\section*{Solution key: Fibonacci $F$ and $R$ symbols and the Yang--Lee sector of the Gaffnian}

\subsection*{Premises and conventions}

\textbf{P1 (fusion).} There are two charges, $1$ and $\tau$, with $1\times a=a\times 1=a$ and $\tau\times\tau=1+\tau$. Each allowed vertex $ab\to c$ spans a one-dimensional space with basis vector $|ab;c\rangle$. Tree vectors are products of vertices: in $|(ab)_e\,c;d\rangle$, $a$ and $b$ fuse to $e$, and $e$ and $c$ fuse to $d$.

\textbf{P2 (associativity).} The two trees for three charges are bases of the same space,
\begin{equation}
|(ab)_e\,c;d\rangle=\sum_f [F^{abc}_d]_{ef}\,|a\,(bc)_f;d\rangle ,\tag{1}
\end{equation}
with invertible $F^{abc}_d$. Entries with a forbidden vertex vanish. Vertices containing an incoming $1$ are normalised so that $F^{abc}_d=1$ on its allowed entry whenever $a$, $b$ or $c$ equals $1$.

\textbf{P3 (exchange).} A counterclockwise exchange of neighbours acts as $|ab;c\rangle\to R^{ab}_c|ba;c\rangle$ with $R^{ab}_c\neq0$.

\textbf{P4 (locality).} A move acting on a subtree does not depend on the rest of the tree, and carrying a charge past a pair equals carrying it past the two members in turn.

Unitarity is not assumed. The golden ratio is $\varphi=(1+\sqrt5)/2=1.618$, with $\varphi^2=\varphi+1$.

\subsection*{(a) Unknowns and gauge freedom}

By P2 only $F^{\tau\tau\tau}_d$ is unknown. For $d=1$ the intermediate charge must be $\tau$ in both trees, so there is a single number $t$. For $d=\tau$ both values are allowed. With index order $(1,\tau)$,
\begin{equation}
[F^{\tau\tau\tau}_1]_{\tau\tau}=t,\qquad F\equiv F^{\tau\tau\tau}_\tau=\begin{pmatrix}a&b\\ c&d\end{pmatrix}.\tag{2}
\end{equation}
From here on $a,b,c,d$ denote these entries, except as labels in the general equations (3), (4) and (9). Rescaling $|ab;c\rangle\to u^{ab}_c|ab;c\rangle$ in (1) gives
\begin{equation}
[F^{abc}_d]_{ef}\to \frac{u^{ab}_e\,u^{ec}_d}{u^{bc}_f\,u^{af}_d}\,[F^{abc}_d]_{ef}.\tag{3}
\end{equation}
The normalisation in P2 is kept with $u^{1a}_a=u^{a1}_a=1$, which leaves $u=u^{\tau\tau}_1$ and $v=u^{\tau\tau}_\tau$. Then $t\to (vu/vu)\,t$, $a\to(u/u)\,a$, $d\to(v^2/v^2)\,d$, while $b\to(u/v^2)\,b$ and $c\to(v^2/u)\,c$. The invariants are $t$, $a$, $d$ and $bc$. In particular $t$ cannot be set to one by choice of gauge and has to be found from the equations.

\subsection*{(b) The pentagon equations}

Start from $|((ab)_f c)_g d;e\rangle$ and expand in the basis $|a(b(cd)_l)_k;e\rangle$. The short route applies (1) to the triple $(f,c,d)$, giving $(ab)_f(cd)_l$, and then to $(a,b,l)$. The long route applies (1) to $(a,b,c)$ inside $g$ with new internal charge $h$, then to $(a,h,d)$, then to $(b,c,d)$ inside $k$. Both routes expand one vector in one basis, so the coefficients agree:
\begin{equation}
[F^{fcd}_e]_{gl}[F^{abl}_e]_{fk}=\sum_h [F^{abc}_g]_{fh}[F^{ahd}_e]_{gk}[F^{bcd}_k]_{hl}.\tag{4}
\end{equation}
By Mac Lane's coherence theorem, (4) makes all routes between trees of any size agree. If one of the four outer charges is $1$, one factor on the left and two on the right equal one, and the remaining two are the same symbol, so (4) is empty. All four outer charges are therefore taken as $\tau$.

\emph{Total charge $e=1$.} Here $g=k=\tau$. On the left $F^{f\tau\tau}_1$ requires $l=f$, and the product is $1$ for $f=1$ and $t^2$ for $f=\tau$. On the right the middle factor is $1$ for $h=1$ and $t$ for $h=\tau$. With $T=\mathrm{diag}(1,t)$ this reads $FTF=T^2$:
\begin{equation}
a^2+tbc=1,\quad b(a+td)=0,\quad c(a+td)=0,\quad bc+td^2=t^2 .\tag{5}
\end{equation}

\emph{Total charge $e=\tau$.} The pairs $(f,g)$ and $(l,k)$ each run over $(1,\tau),(\tau,1),(\tau,\tau)$. Three rules evaluate the factors. The symbol $[F^{1\tau\tau}_\tau]_{gl}$ needs $l=\tau$ and $[F^{\tau\tau1}_\tau]_{fk}$ needs $f=\tau$. The term $h=1$ needs $g=k=\tau$. If $g=1$ or $k=1$, only $h=\tau$ contributes and the corresponding outer factor is $t$. Rows below are $(f,g)$ and columns $(l,k)$:
\begin{equation}
\begin{array}{c|ccc}
 &(1,\tau)&(\tau,1)&(\tau,\tau)\\\hline
(1,\tau)&0=a^2+bcd& a=tbc& b=ab+bd^2\\
(\tau,1)&a=tbc& bc=t^2a& bd=tbd\\
(\tau,\tau)&c=ac+cd^2& cd=tcd& d^2=bc+d^3
\end{array}\tag{6}
\end{equation}
As an example, for $(f,g)=(1,\tau)$, $(l,k)=(\tau,\tau)$ the left side is $1\cdot F_{1\tau}=b$, the term $h=1$ is $F_{11}\cdot1\cdot F_{1\tau}=ab$, and the term $h=\tau$ is $F_{1\tau}F_{\tau\tau}F_{\tau\tau}=bd^2$.

\subsection*{(c) Solution of the pentagon}

Inserting $a=tbc$ into the first equation of (5) gives $a^2+a=1$, so $a\neq0$. Then $bc=a/t\neq0$, and both $b$ and $c$ are nonzero. The second equation of (5) gives $d=-a/t\neq0$. The entry $bd=tbd$ of (6) now forces $t=1$. Hence
\begin{equation}
t=1,\qquad d=-a,\qquad bc=a,\qquad a^2+a-1=0 .\tag{7}
\end{equation}
The remaining equations hold: $a^2+bcd=a^2-a^2=0$; $a+d^2=a+a^2=1$ settles the entries for $b$, for $c$ and the last of (5); $bc=t^2a$ and $cd=tcd$ are immediate; and $d^2=bc+d^3$ is $a^2=a(1-a^2)=a\cdot a$. Equation (5) becomes $F^2=1$, and $\det F=-a^2-a=-1$.

The roots are $a=1/\varphi=0.618$ and $a=-\varphi=-1.618$. The quantum dimension, the value of a closed $\tau$ loop, is $d_\tau=1/a$, because $F_{11}$ is the coefficient of the vacuum-channel state after regrouping a pair created from the vacuum beside a third $\tau$ (for this fusion rule the Frobenius--Schur sign is $+1$). Dividing $a^2+a=1$ by $a^2$ gives $d_\tau^2=1+d_\tau$, as P1 requires, with $d_\tau=\varphi$ or $-1/\varphi$. The gauge factor $u/v^2$ can be chosen so that $b=c=\sqrt a$:
\begin{equation}
F_{\rm Fib}=\begin{pmatrix}\varphi^{-1}&\varphi^{-1/2}\\ \varphi^{-1/2}&-\varphi^{-1}\end{pmatrix},\qquad
F_{\rm YL}=\begin{pmatrix}-\varphi& i\varphi^{1/2}\\ i\varphi^{1/2}&\varphi\end{pmatrix},\tag{8}
\end{equation}
with $\varphi^{-1/2}=0.786$ and $\varphi^{1/2}=1.272$. The second matrix follows from the first by $\varphi\to-1/\varphi$, that is $\sqrt5\to-\sqrt5$; the sign of the off-diagonal square root is a gauge choice.

$F_{\rm Fib}$ is real, symmetric and squares to one, so it is unitary. For $F_{\rm YL}$ the invariant entry has $|a|=\varphi>1$, which no entry of a unitary matrix can have, so no gauge makes it unitary. It preserves an indefinite form instead: with $\eta=\mathrm{diag}(1,-1)$ the columns have $\eta$-norms $\varphi^2-\varphi=1$ and $\varphi-\varphi^2=-1$, and their $\eta$-product is $-i\varphi^{3/2}+i\varphi^{3/2}=0$, so $F_{\rm YL}^\dagger\eta F_{\rm YL}=\eta$.

\subsection*{(d) The hexagon equations}

Carry $a$ past $b$ and $c$, starting from $|(ab)_e\,c;d\rangle$ and ending in the basis $|b\,(ca)_g;d\rangle$. In two steps: exchange $a,b$ in channel $e$, regroup with $F^{bac}_d$, and exchange $a,c$ in channel $g$. In one step: regroup with $F^{abc}_d$ so that $b,c$ form $f$, exchange $a$ with $f$ in channel $d$, and regroup with $F^{bca}_d$. By P4,
\begin{equation}
R^{ab}_e\,[F^{bac}_d]_{eg}\,R^{ac}_g=\sum_f [F^{abc}_d]_{ef}\,R^{af}_d\,[F^{bca}_d]_{fg}.\tag{9}
\end{equation}
The same argument for the clockwise exchange gives a second hexagon with $R^{ab}_c\to(R^{ba}_c)^{-1}$.

Cases with a trivial charge fix the trivial symbols. Three charges $1$ give $(R^{11}_1)^2=R^{11}_1$. The choice $(\tau,1,1)$ gives $(R^{\tau1}_\tau)^2=R^{\tau1}_\tau$, and $(1,\tau,\tau)$ with total $\tau$ gives $(R^{1\tau}_\tau)^2=R^{1\tau}_\tau$. All three equal one, and the other such cases are then identities. The unknowns are $x=R^{\tau\tau}_1$ and $y=R^{\tau\tau}_\tau$, both gauge invariant since the same vertex appears before and after the exchange.

For total charge $1$ all internal labels are $\tau$ and (9) reads $y\,t\,y=t\,x\,t$. For total charge $\tau$ it reads $RFR=FDF$ with $R=\mathrm{diag}(x,y)$ and $D=\mathrm{diag}(R^{\tau1}_\tau,R^{\tau\tau}_\tau)=\mathrm{diag}(1,y)$. Using (7) and dividing the $11$ and $\tau\tau$ entries by $a$ and the off-diagonal entries by $b$ or $c$,
\begin{equation}
x=y^2,\qquad x^2=a+y,\qquad xy=a(1-y),\qquad -y^2=1+ay .\tag{10}
\end{equation}

\subsection*{(e) Solution of the hexagon}

The last equation of (10) is
\begin{equation}
y+y^{-1}=-a .\tag{11}
\end{equation}
With $x=y^2$ the other two follow from it and from $1-a^2=a$:
\begin{align}
y^3&=-y-ay^2=a-(1-a^2)y=a-ay,\nonumber\\
y^4&=ay-ay^2=a+(a+a^2)y=a+y,\nonumber\\
y^5&=ay+y^2=-1 .\tag{12}
\end{align}
Equation (11) and $x=y^2$ are unchanged under $(x,y)\to(1/x,1/y)$, so the second hexagon holds as well. Since $|a|<2$, $y=e^{i\vartheta}$ with $2\cos\vartheta=-a$. With $2\cos(3\pi/5)=-1/\varphi$ and $2\cos(\pi/5)=\varphi$ there are exactly four solutions:
\begin{align}
a=\varphi^{-1}:&\quad R^{\tau\tau}_1=e^{\mp4\pi i/5},\quad R^{\tau\tau}_\tau=e^{\pm3\pi i/5},\tag{13}\\
a=-\varphi:&\quad R^{\tau\tau}_1=e^{\mp2\pi i/5},\quad R^{\tau\tau}_\tau=e^{\mp\pi i/5}.\tag{14}
\end{align}
Upper and lower signs are mirror images. Substituting (11) into $a^2+a-1=0$ gives $y^4-y^3+y^2-y+1=0$, whose roots are the primitive tenth roots of unity. The Galois map $y\to y^3$ permutes them cyclically; it sends the upper solution of (13) to $y=e^{9\pi i/5}=e^{-\pi i/5}$, the upper solution of (14), and $a=1/\varphi$ to $-\varphi$. The passage from Fibonacci to Yang--Lee thus changes $R$ along with $F$. The $R$ symbols are pure phases in all four cases, and non-unitarity resides in $F$.

The topological twist $\theta_a=e^{2\pi ih_a}$ obeys the ribbon relation $R^{ab}_cR^{ba}_c=\theta_c/(\theta_a\theta_b)$ with $\theta_1=1$. The channel $\tau$ gives $y^2=1/\theta_\tau$, and the channel $1$ gives $x^2=\theta_\tau^{-2}$, consistent with $x=y^2$. Hence
\begin{equation}
x=e^{-2\pi ih_\tau},\qquad y=-y^6=-x^3,\tag{15}
\end{equation}
and $h_\tau=\pm2/5$ in (13), $h_\tau=\pm1/5$ in (14), modulo integers. The weight $h_\tau$ alone selects the solution, including $F$ and the sign of $y$.

\subsection*{(f) Braid matrices}

On the space spanned by $|e\rangle=|(\tau\tau)_e\tau;\tau\rangle$, which is also the space of four $\tau$ with total charge $1$, define matrices by $U|e\rangle=\sum_g|g\rangle U_{ge}$. The exchange of particles 1 and 2 is $\sigma_1=R$. The exchange of 2 and 3 is diagonal in the other tree, so $\sigma_2=(FRF^{-1})^{T}=FRF$ in the symmetric gauge (8). Its entries are $a^2x+ay=ay(ay+1)=-ay^3=a/x$, $ab(x-y)$, and $ax+a^2y=a(y^2+ay)=-a$:
\begin{equation}
\sigma_2=\begin{pmatrix}a/x& ab(x-y)\\ ab(x-y)&-a\end{pmatrix}.\tag{16}
\end{equation}
Because $D=y^2R^{-1}$, the hexagon is $RFR=y^2FR^{-1}F$. Then $\sigma_1\sigma_2\sigma_1=(RFR)FR=y^2F$ and $\sigma_2\sigma_1\sigma_2=F(RFRFR)F=y^2F$, which proves the braid relation. Two gauge-invariant quantities are needed later. The vacuum element of a full encirclement is, by (12),
\begin{equation}
M=(\sigma_2^2)_{11}=a^2y^4+ay^2=a^2(a+y)-a(1+ay)=a^3-a=-a^2 .\tag{17}
\end{equation}
The braid $W=\sigma_1\sigma_2^{-1}$ has $\det W=1$. With $\sigma_2^{-1}=FR^{-1}F$, whose diagonal entries are $a^2/x+a/y$ and $a/x+a^2/y$,
\begin{equation}
\mathrm{tr}\,W=2a^2+a\,(y+y^{-1})=a^2 .\tag{18}
\end{equation}
Its eigenvalues obey $\lambda+1/\lambda=a^2$. For Fibonacci $a^2=0.382<2$ and they lie on the unit circle. For Yang--Lee $a^2=2.618>2$ and they are real with $|\lambda|\neq1$. If a positive definite form $G$ obeyed $W^\dagger GW=G$, an eigenvector $w$ would give $|\lambda|^2w^\dagger Gw=w^\dagger Gw$ and so $|\lambda|=1$. The Yang--Lee braid representation therefore preserves no positive inner product in any basis, which is stronger than the statement about gauges in (c).

\subsection*{(g) Identification in the Gaffnian}

The Gaffnian (Simon, Rezayi, Cooper and Berdnikov, 2007) is a lowest-Landau-level wave function, holomorphic in $z_j=x_j+iy_j$ apart from the Gaussian factor, built as a conformal block of the minimal model $M(3,5)$ times a free boson $\chi$. Take as given the central charge $1-6(5-3)^2/15=-3/5$, the weights $h_{r,s}=[(5r-3s)^2-4]/60$, and the fusion rules $\psi\times\psi=1$, $\sigma\times\sigma=1+\tau$, $\psi\times\sigma=\tau$, $\tau\times\tau=1+\tau$ for the fields $\psi=(2,1)$, $\sigma=(1,2)$, $\tau=(1,3)$. The formula gives $h_\psi=3/4$, $h_\sigma=-1/20$, $h_\tau=1/5$. A further premise is that fusion and analytic continuation of conformal blocks obey (4) and (9) (Moore and Seiberg, 1989).

The set $\{1,\tau\}$ is closed under fusion and satisfies P1. A block in channel $c$ behaves as $(w_1-w_2)^{h_c-2h_\tau}$ times a power series, so a full counterclockwise loop gives $(R^{\tau\tau}_c)^2=e^{2\pi i(h_c-2h_\tau)}$, the ribbon relation. With $h_\tau=1/5$, (15) selects the upper signs of (14):
\begin{equation}
F=F_{\rm YL},\quad R^{\tau\tau}_1=e^{-2\pi i/5},\quad R^{\tau\tau}_\tau=e^{-\pi i/5},\quad d_\tau=-1/\varphi .\tag{19}
\end{equation}
The Yang--Lee model $M(2,5)$ has $h_\tau=-1/5$ and realises the lower signs. The Gaffnian sector shares its $F$ and has the complex conjugate $R$.

The charge follows from regularity in the electron coordinates. Vertex operators $e^{i\alpha\chi}$ contribute $(z-w)^{\alpha\alpha'}$, and the electron is $\psi e^{i\chi/\sqrt\nu}$. At $\nu=2/5$ two electrons approach with exponent $-3/2+5/2=1$, as fermions must. A factor $(z-w)^m$ for every electron carries a hole charge $m\nu e$. For $\sigma$ the neutral exponent is $h_\tau-h_\psi-h_\sigma=-1/2$, so $m=1/2$ and the charge is $e/5$. For $\tau$, with $\psi\times\tau=\sigma$, it is $h_\sigma-h_\psi-h_\tau=-1$, so $m=1$, $\alpha=\sqrt\nu$, and the charge is $2e/5$. This object is a pair of $e/5$ quasiholes fused in the $\tau$ channel. The boson multiplies each exchange by the channel-independent phase $e^{i\pi\nu}$, which cancels in $W$ and leaves $|M|$ unchanged.

\emph{Independent test of $a$.} The field $\sigma$ is degenerate at level two, so its four-point blocks obey a second-order equation with regular singular points $z=0,1,\infty$. With $s=3/5$ one has $h_\sigma=(3s-2)/4$ and $h_\tau=2s-1$. The exponents are $-2h_\sigma$ and $h_\tau-2h_\sigma$ at $0$ and at $1$, and $0$ and $h_\tau$ at infinity. They sum to one and fix the equation, whose identity block is $[z(1-z)]^{-2h_\sigma}\,{}_2F_1(2-3s,1-s;2-2s;z)$. The coefficient of the identity block at $z=1$ is Gauss's sum
\begin{equation}
\frac{\Gamma(2-2s)\Gamma(2s-1)}{\Gamma(s)\Gamma(1-s)}=\frac{\sin\pi s}{\sin\pi(2s-1)}=-\frac{1}{2\cos\pi s}=+\varphi .\tag{20}
\end{equation}
The integer exponent $-1$ means that $\psi$ and $\tau$ braid trivially, and the data then factorise into those of $\{1,\psi\}$ and $\{1,\tau\}$ with $\sigma=\psi\times\tau$ (a standard theorem, quoted here). For $\kappa=F^{\psi\psi\psi}_\psi$, (9) gives $(R^{\psi\psi}_1)^2\kappa=\kappa^2$, so $\kappa=e^{-4\pi ih_\psi}=-1$. The product $\kappa a=(-1)(-\varphi)=\varphi$ reproduces (20).

\subsection*{(h) Range of validity}

Results (8), (13) and (14) are exact and exhaustive under P1--P4. The solutions are isolated, with no free parameter besides the gauge, so they cannot be deformed continuously by perturbations. Reversing the magnetic field conjugates $R$ and leaves $a$ unchanged.

Their use for adiabatic transport of quasiparticles needs an energy gap $\Delta$, separations $r$ large against the correlation length $\xi$, so that channel splittings of order $e^{-r/\xi}$ are negligible, and braiding times long against $\hbar/\Delta$. Physical evolution is then unitary, so only (13) can describe it.

For the Gaffnian, (19) describes the analytic continuation of the trial wave functions in the quasihole positions. This equals the adiabatic (Berry) transport, up to Abelian phases, when the overlap matrix $G$ of the suitably normalised blocks becomes independent of position at large separation. A constant $G$ is positive definite and must obey $W^\dagger GW=G$, which (f) excludes. The monodromy (19) is therefore not the adiabatic statistics of a gapped phase, in line with Read's argument (2009) that states built on non-unitary theories are gapless in the bulk.

\subsection*{(i) Numerical illustration}

Take a two-dimensional electron gas with the illustrative density $n=1.0\times10^{15}\,\mathrm{m^{-2}}$ and assume the Gaffnian at $\nu=2/5$. Then $B=nh/(\nu e)=10.34\,\mathrm T$ and the magnetic length is $\ell=\sqrt{\hbar/eB}=7.98\,\mathrm{nm}$. Consider four $\tau$ quasiholes of charge $e^*=2e/5$, many $\ell$ apart, with trivial total neutral charge. From (16) and (19), without the boson phase,
\begin{equation}
\sigma_2=\begin{pmatrix}-0.500-1.539\,i&-0.748+1.029\,i\\ -0.748+1.029\,i&1.618\end{pmatrix}.\tag{21}
\end{equation}
The squared moduli in the first column are $2.618$ and $1.618$. Their difference is one, as invariance of $\eta$ demands, while their sum is $4.236$. For the full encirclement $M=-2.618$, $|M|^2=6.854$ and $|(\sigma_2^2)_{\tau1}|^2=5.854$. The Fibonacci values are $M=-0.382$, $0.146$ and $0.854$, the last two summing to one. The eigenvalues of $W$ are $2.154$ and $0.464$.

In a two-path interferometer, let particle 2, drawn from a vacuum pair, tunnel with amplitudes $t_1$ and $t_2$ on either side of the trapped particle 3. The final state is $t_1|1\rangle+t_2e^{i\beta}\sigma_2^2|1\rangle$, where $\beta$ contains the Aharonov--Bohm phase $e^*BA/\hbar$ of the enclosed area $A$ and the boson phase. If $\sigma_2^2$ preserves the norm, the backscattering weight for $|t_1|=|t_2|$ is
\begin{equation}
P=2|t_1|^2\,(1+M\cos\beta),\tag{22}
\end{equation}
periodic in area at fixed field with $\Delta A=h/(e^*B)=1.00\times10^{-15}\,\mathrm{m^2}$. For Fibonacci anyons (22) is a probability with visibility $0.382$. For (19) the preserved norm is the $\eta$-norm, and the bracket runs from $-1.618$ to $3.618$. It is negative when $\cos\beta>\varphi^{-2}$, a fraction $\arccos(\varphi^{-2})/\pi=0.375$ of each period.

The visibility $|M|=2.618$ is the model's number and belongs to no material. Unitarity bounds $|M|$ by one, and the $\nu=2/5$ plateau of typical semiconductor heterostructures is generally described by the Abelian Jain state, whose ideal value is $|M|=1$. The model overshoots this by the factor $\varphi^2$, which measures how far the Yang--Lee monodromy lies from any adiabatic statistics.